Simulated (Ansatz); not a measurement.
## Ionic part of the dielectric constant of BN at 40 GPa, mode by mode

Method: DFT LDA, scalar-relativistic, plane waves, PAW (Ansatz). Plane waves to 420 eV; Γ-centred k mesh 12×12×12; fixed occupations. No spin polarisation. Phonons by linear response, acoustic sum rule imposed.

The structure is cubic, space group F-43m (No. 216). Conventional cell: a = 3.480 Å, b = 3.480 Å, c = 3.480 Å, α = 90.00°, β = 90.00°, γ = 90.00°. B (site symmetry -43m) is surrounded by 4 N at 1.51 Å. N (site symmetry -43m) is surrounded by 4 B at 1.51 Å.

Other phases may be more stable at this pressure.

The primitive cell has V = 10.54 Å³ and ε∞,yy = 4.498. Each polar mode adds Δε = (4.92064×10⁷/V)·S/ν² along y, with S its oscillator strength in e²/amu, ν in cm⁻¹ and V in Å³.

Q: From these modes, find each Δε and ε0,yy.
```tsv
ν (cm⁻¹)	S_yy (e²/amu)
1184.7	0.5533
```

A:
```csv
ν (cm⁻¹),Δε
1184.7,1.84
```

The sum is 1.841, so ε0,yy = 6.34; the run's tensor has 6.34.

Q: Where do the longitudinal modes lie for a wave vector along y?

A: At 1406 cm⁻¹. The Lyddane–Sachs–Teller product Π(ν_LO/ν_TO)² = 1.41 matches ε0/ε∞ = 1.41.

Cost: 1 run of about 0.16 core-minutes, on Intel Xeon Platinum 8375C (Ice Lake) (shared hosts).

The static dielectric response of BN here is mainly electronic: the lattice adds 1.84 to an ε∞ of 4.498. Cubic symmetry makes both parts isotropic, so the y component stands for every direction, and the single entry represents a triply degenerate polar mode. The B–N bond is clearly polar, but its short, strongly covalent sp³ framework resists relative displacement of the two sublattices. That stiffness, not the low atomic mass, limits the ionic term, because the reduced mass cancels between oscillator strength and squared frequency. Light atoms do, however, help to place the mode as high as 1184.7 cm⁻¹.

The rise to 1406 cm⁻¹ for the longitudinal mode comes from the macroscopic field set up by the effective charges and screened by the electrons. With one polar branch, the Lyddane–Sachs–Teller match confirms internal consistency, not the accuracy of the charges or force constants. A single pressure cannot show whether compression weakens the ionic response, since bond stiffening and changes in effective charge both enter.
